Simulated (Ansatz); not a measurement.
Computed with DFT PBE, scalar-relativistic, plane waves, PAW (Ansatz). Settings: cutoff 420 eV, Γ-centred meshes spaced at most about 0.3 Å⁻¹, and about 0.25 Å⁻¹ or finer for metals (2π included), Gaussian smearing. No spin polarisation in the final relaxations.

These are static total energies at zero pressure.

Compare these two cells of Bi₄Te₃, each relaxed at this level.

A.

```
Bi Te
1.0
     7.35889    0.00000    0.00000
     0.00000    7.35889    0.00000
     0.00000    0.00000    7.97589
Bi Te
4 3
Direct
  0.79602 0.50000 0.50000
  0.20398 0.50000 0.50000
  0.50000 0.79602 0.50000
  0.50000 0.20398 0.50000
  0.50000 0.50000 0.18317
  0.50000 0.50000 0.81683
  0.00000 0.00000 0.50000
```

B.

```
Bi Te
1.0
     8.99164    0.00000    0.00000
    -4.49582    7.78699    0.00000
     0.00000    0.00000    3.28781
Bi Te
4 3
Direct
  0.20707 0.79293 0.50000
  0.20707 0.41414 0.50000
  0.58586 0.79293 0.50000
  0.00000 0.00000 0.00000
  0.78713 0.21287 0.50000
  0.78713 0.57427 0.50000
  0.42573 0.21287 0.50000
```

Problem. Which form is favoured at zero pressure, and by what margin per atom?

Solution. B is lower, by 299 meV/atom. A has space group P4/mmm (No. 123), 61.7 Å³/atom and no gap on its mesh; B has space group P-6m2 (No. 187), 32.9 Å³/atom and no gap. Counting Te atoms around Bi (those within 1.25 times the shortest such distance or 1.15 times the sum of covalent radii, 1.27 where that leaves under three; a plus sign parts nearer from farther groups; the shortest distance is added where it exceeds 1.18 times the sum of covalent radii; a slash parts the counts of unlike sites), A has Bi 2+2 and B has Bi 2/6 from 3.7 Å. A holds Te–Te pairs (shortest 2.92 Å); in B the shortest Te–Te distance is 3.25 Å, near bonding range too. The denser one is the lower, and pressure would at first widen the difference. Even the lower one lies +0.13 eV/atom against the reference forms of the elements (uncorrected), so neither is stable at this level. In A, around Bi lie 3 Bi at 3.00–3.08 Å, 2 Te at 3.34 Å and 2 Te at 3.97 Å; Te on a site of symmetry 4mm is surrounded by 1 Te at 2.92 Å and 4 Bi at 3.34 Å; around Te on a site of symmetry 4/mmm lie 8 Bi at 3.97 Å. In B, around Bi on a site of symmetry mm2 lie 2 Te at 3.27 Å, 4 Bi at 3.29–3.41 Å and 2 Bi at 3.62 Å; Bi on a site of symmetry -6m2 has 2 Bi at 3.29 Å, 6 Bi at 3.62 Å and 6 Te at 3.70 Å; Te is surrounded by 4 Te at 3.25–3.29 Å, 2 Bi at 3.27 Å and 2 Bi at 3.70 Å. Both come from invented guesses. The part of the Crystallography Open Database at hand lists Bi4Te3 in space group No. 166, which no cell shown has.

Spin–orbit coupling, which can matter for Bi and Te, is left out. Cells relaxed within their symmetry can be saddle points.

B's advantage probably comes mainly from fuller use of the p orbitals in bonding. In A, one Te site has its nearest neighbours only at 3.97 Å, far beyond a normal Bi–Te bond, so that atom contributes little to cohesion. The short Bi–Bi and Te–Te contacts elsewhere in A do not make up for this. B leaves no atom so isolated, but it gains its density largely through stretched contacts, many of them between like atoms. Such contacts suggest delocalised, multicentre p bonding, in keeping with the absence of a gap.

Neither cell reproduces the bonding pattern of known Bi₄Te₃, in which bismuth bilayers alternate with Bi₂Te₃-like layers. That arrangement combines Bi–Bi bonding with strong polar Bi–Te bonds and keeps Te atoms from bonding to one another. B's positive energy relative to the elements therefore probably reflects an unfavourable arrangement of the atoms, and is no evidence that the compound itself is unstable. The comparison supports only a preference for B over A, not a ground-state assignment.
